\section*{The problem and the data}

Circularly polarised light falls at normal incidence on a semiconductor photocathode. The emitted electrons are accelerated along a straight line by an electrostatic field, which keeps their spin longitudinal, and scatter elastically in a thin $^{12}$C target ($Z=6$, nuclear spin zero). A calibrated polarimeter analyses electrons that have scattered once and kept their energy. The numbers below were made for this exercise and rounded as data are.

Let $\mathbf n$ and $\mathbf n'$ be the directions before and after scattering through $\theta$, $\boldsymbol\nu=\mathbf n\times\mathbf n'/\sin\theta$, and $\mathbf e'=\boldsymbol\nu\times\mathbf n'$, which lies in the scattering plane and points to larger $\theta$. The final rest-frame polarisation has components $L$ along $\mathbf n'$ and $T_\perp$ along $\mathbf e'$:
\begin{center}
\begin{tabular}{ccc}
$\theta$ & $L$ & $T_\perp$\\ \hline
$90^\circ$ & $0.390$ & $-0.675$\\
$120^\circ$ & $-0.005$ & $-0.783$
\end{tabular}
\end{center}
Each entry has an independent standard deviation $\sigma=0.004$, and both angles may share an offset of $0.1^\circ$. Ideal analysers pass these fractions of the light: $0.530$ (linear along $x$), $0.460$ (linear at $+45^\circ$), $0.990$ (positive helicity), each $\pm0.002$.

Wanted: the kinetic energy $T$ and polarisation $P$ of the beam, the Stokes vector of the light, and the ratio of electron to photon polarisation.

\section*{Conventions}

The metric is $(+,-,-,-)$, $\slashed p=\gamma^\mu p_\mu$, $\gamma^5=i\gamma^0\gamma^1\gamma^2\gamma^3$, and spinors obey $\bar uu=2m$. The Dirac algebra is written with $\hbar=c=1$, $e^2=\alpha$; $p=|\mathbf p|$, $\gamma=E/m$, $\beta=p/E$. Numbers are in atomic units, where $c=1/\alpha=137.036$ and $mc^2=18779\,E_h=511.0$ keV. The abbreviations $s,c_\theta,t$ stand for $\sin$, $\cos$, $\tan$ of $\theta/2$.

\section*{The electron density matrix}

In the rest frame the spin state is $\rho_0=\tfrac12(1+\boldsymbol\zeta\cdot\boldsymbol\sigma)$ with $|\boldsymbol\zeta|\le1$. The covariant matrix is the ensemble average $\rho=\overline{u\bar u}$. At rest, in the standard representation, $\gamma^5\gamma^0\boldsymbol\gamma=\boldsymbol\Sigma$, so with $a=(0,\boldsymbol\zeta)$
\begin{equation}
(1+\gamma^0)\gamma^5\slashed a=(1+\gamma^0)\,\boldsymbol\Sigma\cdot\boldsymbol\zeta ,
\end{equation}
and $\rho=\tfrac m2(1+\gamma^0)(1+\boldsymbol\Sigma\cdot\boldsymbol\zeta)$ is the rest-frame value of a covariant expression.

\paragraph{Predict.} Which two invariants fix the four-vector $a$, and what does a pure boost along $\mathbf p$ do to the parts of $\boldsymbol\zeta$ along and across $\mathbf p$?

The invariants are $a\cdot p=0$ and $a^2=-\boldsymbol\zeta^2$. The transverse part is unchanged, the longitudinal part is multiplied by $E/m=1+p^2/[m(E+m)]$, and a time component appears:
\begin{equation}
\rho=\tfrac12(\slashed p+m)(1+\gamma^5\slashed a),\qquad
a=\left(\frac{\mathbf p\cdot\boldsymbol\zeta}{m},\ \boldsymbol\zeta+\frac{\mathbf p\,(\mathbf p\cdot\boldsymbol\zeta)}{m(E+m)}\right).
\label{rho}
\end{equation}
With the opposite sign of $\gamma^5$, also in use, the bracket reads $1-\gamma^5\slashed a$. Throughout, $\boldsymbol\zeta$ refers to the rest frame reached from the laboratory by a pure boost.

\paragraph{Predict.} For longitudinal spin $a=\zeta_\parallel(p/m,\,E\mathbf n/m)$ grows as $E/m$. Does $\rho$ grow as $E^2/m$?

It does not. Write $a^\mu=\zeta_\parallel p^\mu/m+O(m/E)$. Then $\slashed p\gamma^5\slashed a=-\gamma^5\slashed p\slashed a$ is of order $m$ because $\slashed p^2=m^2$, while $m\gamma^5\slashed a\to\zeta_\parallel\gamma^5\slashed p$. Hence for $E\gg m$
\begin{equation}
\rho\to\tfrac12(1+\zeta_\parallel\gamma^5)\,\slashed p ,
\label{ur}
\end{equation}
a mixture of the two chiralities with weights $(1\pm\zeta_\parallel)/2$.

\section*{The photon density matrix and the detector rule}

For a photon along $z$ take $e^{(1)}=\hat x$, $e^{(2)}=\hat y$ as four-vectors without time component, and $e=\sum_a e_a e^{(a)}$. Then
\begin{equation}
\rho_{ab}=\overline{e_ae_b^*}=\tfrac12(1+\boldsymbol\xi\cdot\boldsymbol\sigma)_{ab}
=\frac12\begin{pmatrix}1+\xi_3&\xi_1-i\xi_2\\ \xi_1+i\xi_2&1-\xi_3\end{pmatrix},
\end{equation}
and the covariant form is $\rho_{\mu\nu}=\sum_{ab}\rho_{ab}e^{(a)}_\mu e^{(b)*}_\nu$. The values $\xi_3=1$, $\xi_1=1$, $\xi_2=1$ belong to $\hat x$, $(\hat x+\hat y)/\sqrt2$ and the positive-helicity vector $(\hat x+i\hat y)/\sqrt2$. Here $\boldsymbol\sigma$ acts on the labels $a,b$, and $\boldsymbol\xi$ is no vector in space: rotating the axes by $\varphi$ about $z$ turns $(\xi_3,\xi_1)$ by $2\varphi$ and leaves $\xi_2$ alone.

A detector that accepts the pure state with vector $\boldsymbol\xi^{d}$ passes the fraction
\begin{equation}
w=\mathrm{Tr}(\rho^{d}\rho)=\tfrac12(1+\boldsymbol\xi^{d}\cdot\boldsymbol\xi).
\label{det}
\end{equation}
The same algebra holds for the electron in its rest frame. In a squared amplitude the final-state factor $u'\bar u'$ is \eqref{rho} built from the detector vector $\boldsymbol\zeta^d$, which is the observer's choice. The result is linear in it, $|M|^2=A+\mathbf B\cdot\boldsymbol\zeta^d$, and comparison with \eqref{det} shows that the scattered electron has polarisation $\boldsymbol\zeta^f=\mathbf B/A$.

\paragraph{Predict.} Invert the three optical fractions. Is the result an allowed density matrix?

From $\xi=2w-1$: $\xi_3=0.060$, $\xi_1=-0.080$, $\xi_2=0.980$, each $\pm0.004$. The eigenvalues of $\rho$ are $(1\pm|\boldsymbol\xi|)/2$, and $|\boldsymbol\xi|=0.985\le1$, so the matrix is allowed. Three linear equations for three unknowns leave no ambiguity.

\section*{Forward model: first Born approximation}

For a static, spherically symmetric potential energy with Fourier transform $V(q)$, equal to $-4\pi Z\alpha/q^2$ for a bare point nucleus, $M=V(q)\,\bar u'\gamma^0u$ with $q=2ps$, and $d\sigma/d\Omega=|M|^2/16\pi^2$. All spin dependence lies in
\begin{equation}
W=\mathrm{Tr}\,[\rho'\gamma^0\rho\gamma^0].
\end{equation}

\paragraph{Predict.} Use \eqref{ur} for one limit and $\mathbf p\to0$ for the other. Where does an initially longitudinal spin point after scattering?

For $E\gg m$, $\gamma^5$ anticommutes with each of $\slashed p'$ and $\gamma^0$, so chirality passes through the vertex and the spin follows the momentum. For slow electrons $\bar u'\gamma^0u\to2m\,w'^\dagger w$, with $w,w'$ the rest-frame two-spinors, and the spin stays along $\mathbf n$, at the angle $\theta$ to $\mathbf n'$. In between, the lag angle depends on $\gamma$, and this is what the data can reveal.

Define $\tilde b=(b^0,-\mathbf b)$, so that $\gamma^0\slashed b\gamma^0=\slashed{\tilde b}$ and $\gamma^0\gamma^5\slashed a\gamma^0=-\gamma^5\slashed{\tilde a}$. Terms with a single $\gamma^5$ contain at most three other $\gamma$ matrices and have no trace. In the term with two, $\gamma^5\slashed a'(\slashed{\tilde p}+m)\gamma^5=\slashed a'\slashed{\tilde p}-m\slashed a'$. With $p'\cdot a'=\tilde p\cdot\tilde a=0$,
\begin{equation}
W=D\,(1+a'\cdot\tilde a)-(p'\cdot\tilde a)(a'\cdot\tilde p),\qquad
D=p'\cdot\tilde p+m^2=E^2+m^2+p^2\cos\theta .
\end{equation}
Since $D=2E^2(1-\beta^2s^2)$, the sum over final spins, $2D$, gives the Mott cross section $4Z^2\alpha^2E^2(1-\beta^2s^2)/q^4$ for the point nucleus.

Insert $a=P(p/m,E\mathbf n/m)$, so that $p'\cdot\tilde a=PEp(1+\cos\theta)/m$. For the detector along $\mathbf n'$, $a'=(p/m,E\mathbf n'/m)$ gives $a'\cdot\tilde a=P(p^2+E^2\cos\theta)/m^2$ and $a'\cdot\tilde p=Ep(1+\cos\theta)/m$; the $\cos^2\theta$ terms cancel. For the detector along $\mathbf e'$, $a'=(0,\mathbf e')$ with $\mathbf e'\cdot\mathbf n=-\sin\theta$ gives $a'\cdot\tilde a=-PE\sin\theta/m$ and $a'\cdot\tilde p=-p\sin\theta$. Along $\boldsymbol\nu$ both products vanish. Dividing by $D$,
\begin{align}
L&=P\,\frac{p^2+(E^2+m^2)\cos\theta}{D}=P\,\frac{\gamma^2-t^2}{\gamma^2+t^2},\\
T_\perp&=-P\,\frac{2Em\sin\theta}{D}=-P\,\frac{2\gamma t}{\gamma^2+t^2}.
\end{align}

\paragraph{Predict.} Form $L^2+T_\perp^2$, and recognise the two fractions.

The sum is $P^2$: the scattering rotates the spin about $\boldsymbol\nu$ without depolarising it. The fractions are the half-angle formulas for cosine and sine:
\begin{equation}
L=P\cos\chi,\qquad T_\perp=-P\sin\chi,\qquad \tan\frac\chi2=\frac{1}{\gamma}\tan\frac\theta2 .
\label{born}
\end{equation}
The spin lags behind $\mathbf n'$ by $\chi$, having turned through $\theta-\chi$, and both predicted limits are contained. The same result appears in the helicity amplitudes. With $u=\big(\sqrt{E+m}\,w,\ \sqrt{E-m}\,\boldsymbol\sigma\cdot\mathbf n\,w\big)$, $w_+=(1,0)$, $w'_+=(c_\theta,s)$, $w'_-=(-s,c_\theta)$,
\begin{equation}
\begin{array}{lcc}
&\text{non-flip}&\text{flip}\\
\bar u'\gamma^0u & 2Ec_\theta & -2ms\\
\bar u'u & 2mc_\theta & -2Es
\end{array}
\label{hel}
\end{equation}
and $\tan(\chi/2)$ is the modulus of the flip to non-flip ratio in the first row.

\section*{Inversion and uniqueness}

For $\gamma\ge1$ and $0<\theta<\pi$ one has $0<\chi\le\theta$, so $\sin\chi>0$ and the sign of $P$ is opposite to that of $T_\perp$: here $P>0$, positive helicity. With $\tan(\chi/2)=\sin\chi/(1+\cos\chi)$,
\begin{equation}
P=\sqrt{L^2+T_\perp^2},\qquad \gamma_B=t\,\frac{P+L}{|T_\perp|},
\label{inv}
\end{equation}
where the subscript marks the Born inversion. One angle with both components fixes $(P,\gamma_B)$ uniquely; a pair with $\chi>\theta$ would lie outside the model.

\paragraph{Predict.} At $120^\circ$ the longitudinal component is compatible with zero. Read off $\gamma_B$ without a calculator.

$L=0$ means $\gamma_B=t=\sqrt3$. The full inversion, with a guard digit in $P$ and $\sigma_\gamma$, gives
\begin{center}
\begin{tabular}{ccccc}
$\theta$ & $P$ & $\chi$ & $\gamma_B$ & $\sigma_\gamma$\\ \hline
$90^\circ$ & $0.7796$ & $60.0^\circ$ & $1.733$ & $0.0103$\\
$120^\circ$ & $0.7830$ & $90.4^\circ$ & $1.721$ & $0.0088$
\end{tabular}
\end{center}

With $L$ alone at one angle only a curve in the $(P,\gamma)$ plane is found. With $L$ at both angles, $r=L_{90}/L_{120}$ eliminates $P$, and $g=\gamma_B^2$ obeys $(g-1)(g+3)=r(g+1)(g-3)$, or $(1-r)g^2+2(1+r)g-3(1-r)=0$. The roots multiply to $-3$, so exactly one is positive. For $r=-78$, $79g^2-154g-237=0$ gives $g=2.962$, $\gamma_B=1.721$, and $P=L_{90}(g+1)/(g-1)=0.788$.

Two things cannot be had. $V(q)$ cancels in $\mathbf B/A$, so at this order the data are blind to $Z$, to screening and to the nuclear size. And a common scale error in the analysing power of the polarimeter multiplies $L$ and $T_\perp$ alike: it passes fully into $P$ and not at all into $\gamma_B$.

\section*{How errors in the data carry through}

$(P,\chi)$ are polar coordinates of $(L,-T_\perp)$. Equal independent errors therefore give uncorrelated $\sigma_P=\sigma$ and $\sigma_\chi=\sigma/P$. The logarithmic derivative of \eqref{born} is
\begin{equation}
\frac{d\gamma_B}{\gamma_B}=-\frac{d\chi}{\sin\chi}+\frac{d\theta}{\sin\theta},
\qquad\text{so}\qquad \sigma_\gamma=\gamma_B\frac{\sigma}{|T_\perp|}
\end{equation}
at fixed $\theta$, which is the last column of the table.

\paragraph{Predict.} Which angle determines $\gamma$ best for given $\sigma$, and where does the method fail?

$|T_\perp|$ is largest at $t=\gamma$, close to $120^\circ$ here. For $\gamma\gg t$, $|T_\perp|\simeq2Pt/\gamma$ and the relative error grows as $\gamma$: in the limit \eqref{ur} the spin carries no information on the energy. For slow electrons $\sigma_T/T=\sigma_\gamma/(\gamma-1)$ diverges.

The two values of $\gamma_B$ differ by less than their combined standard deviation. Inverse-variance weights are $0.42$ and $0.58$, and
\begin{equation}
\gamma_B=1.726\pm0.0067,\qquad T_B=(\gamma_B-1)mc^2=1.363\times10^4E_h=371\ \text{keV},
\end{equation}
with a statistical error of $3.4$ keV.

\paragraph{Predict.} The data fix $\gamma_B$ to better than half a per cent, and $Z\alpha=0.0438$. May one stop here?

One may not, before the term of relative order $Z\alpha$ is known.

\section*{The second Born term}

With the intermediate four-momentum $(E,\mathbf k)$, $\gamma^0(\slashed k+m)\gamma^0=E\gamma^0+\mathbf k\cdot\boldsymbol\gamma+m$, and the propagator denominator is $p^2-\mathbf k^2+i0$. Take $V=-4\pi Z\alpha/(q^2+\lambda^2)$, with $\lambda\to0$ at the end, and define
\begin{equation}
\int d^3k\,\frac{\{1,\ \mathbf k\}}{[(\mathbf k-\mathbf p)^2+\lambda^2][(\mathbf k-\mathbf p')^2+\lambda^2](p^2-k^2+i0)}=\Big\{I,\ \tfrac12(\mathbf p+\mathbf p')J\Big\}.
\end{equation}
The direction of the vector integral follows from the symmetry $\mathbf p\leftrightarrow\mathbf p'$. The Dirac equation gives $\bar u'\,\tfrac12(\mathbf p+\mathbf p')\cdot\boldsymbol\gamma\,u=\bar u'(E\gamma^0-m)u$, so
\begin{equation}
M_2=\frac{(4\pi Z\alpha)^2}{(2\pi)^3}\,\bar u'\big[2E\gamma^0I+(E\gamma^0-m)(J-I)\big]u .
\end{equation}

\paragraph{Predict.} Apply \eqref{hel} to both structures. Which helicity amplitude changes relative to the other?

The first structure scales both amplitudes equally and drops out of their ratio at first order. The second has non-flip element $2(E^2-m^2)c_\theta=2E^2\beta^2c_\theta$ and flip element $-2mEs+2mEs=0$. Only the non-flip amplitude is altered, by a factor $1+\delta$ with
\begin{equation}
\delta=-\frac{4\pi Z\alpha\,q^2}{(2\pi)^3}\,E\beta^2\,\mathrm{Re}(J-I).
\end{equation}
Dot the vector integral with $\mathbf p+\mathbf p'$, use $|\mathbf p+\mathbf p'|^2=4p^2c_\theta^2$ and $\mathbf k\cdot(\mathbf p+\mathbf p')=2p^2-(p^2-k^2)-\tfrac12[(\mathbf k-\mathbf p)^2+(\mathbf k-\mathbf p')^2]$:
\begin{equation}
2p^2c_\theta^2(J-I)=2p^2s^2I-\int\!\frac{d^3k}{(\mathbf k-\mathbf p)^2(\mathbf k-\mathbf p')^2}-\int\!\frac{d^3k}{(\mathbf k-\mathbf p)^2(p^2-k^2+i0)} ,
\end{equation}
where $\lambda$ has been dropped, as it may be in the real parts. Angular integration produces $\ell(x)=\ln|(1+x)/(1-x)|$, which is invariant under $x\to1/x$ and has $\int_0^1\ell\,dx/x=\pi^2/4$. The first integral is $(2\pi/q)\int_0^\infty\ell\,dx/x=\pi^3/q$. The real part of the second is $(2\pi/p)\,\mathrm{P}\!\int_0^\infty x\ell\,dx/(1-x^2)$; folding $x>1$ onto $x<1$ turns the integrand into $-\ell/x$, and the value is $-\pi^3/2p$. For $I$, a Feynman parameter $x$ with $\Lambda^2=\lambda^2+x(1-x)q^2$ and the Fourier transforms of the two remaining factors give
\begin{equation}
I=-\pi^2\int_0^1\frac{dx}{\Lambda(\lambda^2-2ip\Lambda)},\qquad \mathrm{Re}\,I\simeq-\frac{\pi^2\lambda}{p^2q^2}\to0 .
\end{equation}
Therefore $\mathrm{Re}(J-I)=-\pi^3(1-s)/(4p^3sc_\theta^2)$, and with $q^2=4p^2s^2$, $c_\theta^2=(1-s)(1+s)$,
\begin{equation}
\delta=k\beta,\qquad k=\frac{\pi Z\alpha}{2}\,\frac{s}{1+s},\qquad
\tan\frac\chi2=\frac{t}{\gamma(1+\delta)} .
\end{equation}
In the cross section $2\delta c_\theta^2=\pi Z\alpha\beta s(1-s)$ is added to $1-\beta^2s^2$, the correction of McKinley and Feshbach (1948). The imaginary part of $J-I$ is a relative phase of order $Z\alpha$ between the two amplitudes. It produces a polarisation of that order along $\boldsymbol\nu$ and affects $L$ and $T_\perp$ only at order $(Z\alpha)^2$.

\section*{The corrected inversion}

The quantity obtained from \eqref{inv} is $\gamma(1+\delta)$, so
\begin{equation}
\gamma+k\sqrt{\gamma^2-1}=\gamma_B .
\end{equation}
The left side rises monotonically from 1, so the root is unique, but $Z$ must now be supplied.

\paragraph{Predict.} In which direction does $T$ move, and by more or less than $3.4$ keV?

\begin{center}
\begin{tabular}{cccccc}
$\theta$ & $k$ & $\gamma$ & $\beta$ & $\delta$ & $1+k/\beta$\\ \hline
$90^\circ$ & $0.0285$ & $1.694$ & $0.807$ & $0.023$ & $1.035$\\
$120^\circ$ & $0.0319$ & $1.678$ & $0.803$ & $0.026$ & $1.040$
\end{tabular}
\end{center}
The last column is $d\gamma_B/d\gamma$ and divides each $\sigma_\gamma$. The weights remain $0.42$ and $0.58$:
\begin{equation}
\gamma=1.685\pm0.0064,\qquad T=(1.286\pm0.012)\times10^4E_h=350\ \text{keV},
\end{equation}
with a statistical error of $3.3$ keV. The shift from the Born inversion is $21$ keV, about six such errors. The data could not have exposed it, because $\delta$ differs between the two angles by less than the relative error of either $\gamma_B$. Internal consistency tests the angular form of the model and says little about a nearly common factor. For the same reason $Z$ and $\gamma$ remain practically degenerate at this precision.

The common angular offset does not average down. It changes $\gamma_B$ by $d\theta/\sin\theta$, that is $0.17\%$ and $0.20\%$, and $T$ by $1.6$ keV; with the statistical part the total is $3.7$ keV.

\section*{Terms still left out}

At $\gamma=1.685$, $p=c\sqrt{\gamma^2-1}=186$ a.u., and $q=263$ a.u.\ at $90^\circ$.
\begin{itemize}
\item Order $(Z\alpha)^2=0.0019$. The coefficient is not derived here; if it is near one, $T$ moves by about $2$ keV, and the in-plane length of $\boldsymbol\zeta^f$ falls short of $P$ by a fraction of about $(Z\alpha)^2/2=0.001$.
\item Vertex correction. By the Gordon identity $F_1\gamma^0+F_2\,i\sigma^{0\nu}q_\nu/2m$, with $q_\nu=(p'-p)_\nu$, equals $(F_1+F_2)\gamma^0-F_2E/m$ between spinors. From \eqref{hel} the non-flip amplitude carries $F_1$ and the flip amplitude $F_1-F_2(\gamma^2-1)$. At one loop $F_2=(\alpha/2\pi)\int_0^1dx\,m^2/[m^2+x(1-x)q^2]\le\alpha/2\pi$, so $\gamma$ is lowered by a fraction below $0.0021$, and $T$ by less than $1.8$ keV. Vacuum polarisation and soft-photon emission multiply both amplitudes alike.
\item Screening and nuclear size enter only through $\delta$. With the approximate Thomas--Fermi value $\lambda=Z^{1/3}/0.885=2.05$ a.u., $\lambda/p=0.011$; with a typical charge radius of $2.5$ fm, $qR=0.012$ at $90^\circ$. Changes of a few per cent in a $21$ keV shift stay near or below $1$ keV.
\item Recoil is of order $E/M=8\times10^{-5}$ for a mass of 12 u.
\end{itemize}
These terms lie below the error from the data but not far below it, so a fourth figure in $T$ would have no support.

\section*{Result}

The two values of $P$ have equal errors, and their mean is $0.781\pm0.003$, apart from the calibration scale. Model the cathode as symmetric under rotations about its normal and under mirrors containing it.

\paragraph{Predict.} Which Stokes parameters can then produce longitudinal spin?

The yield and the longitudinal spin current are linear in the photon density matrix. $\xi_1$ and $\xi_3$ change under rotation and cannot enter either. Under the mirrors both $\xi_2$ and longitudinal spin change sign, so the yield is independent of $\xi_2$ and $P=\eta\,\xi_2$. Then $\eta=0.781/0.980=0.797$, and relative errors added in quadrature give $\pm0.004$. The inferred parameters are
\begin{equation}
T=350\pm4\ \text{keV},\qquad P=0.781\pm0.003,\qquad \eta=0.797\pm0.004,
\end{equation}
with $(\xi_1,\xi_2,\xi_3)=(-0.080,\,0.980,\,0.060)$, each $\pm0.004$, and an uncalculated remainder of roughly $2$ keV in $T$ from the $(Z\alpha)^2$ and vertex terms.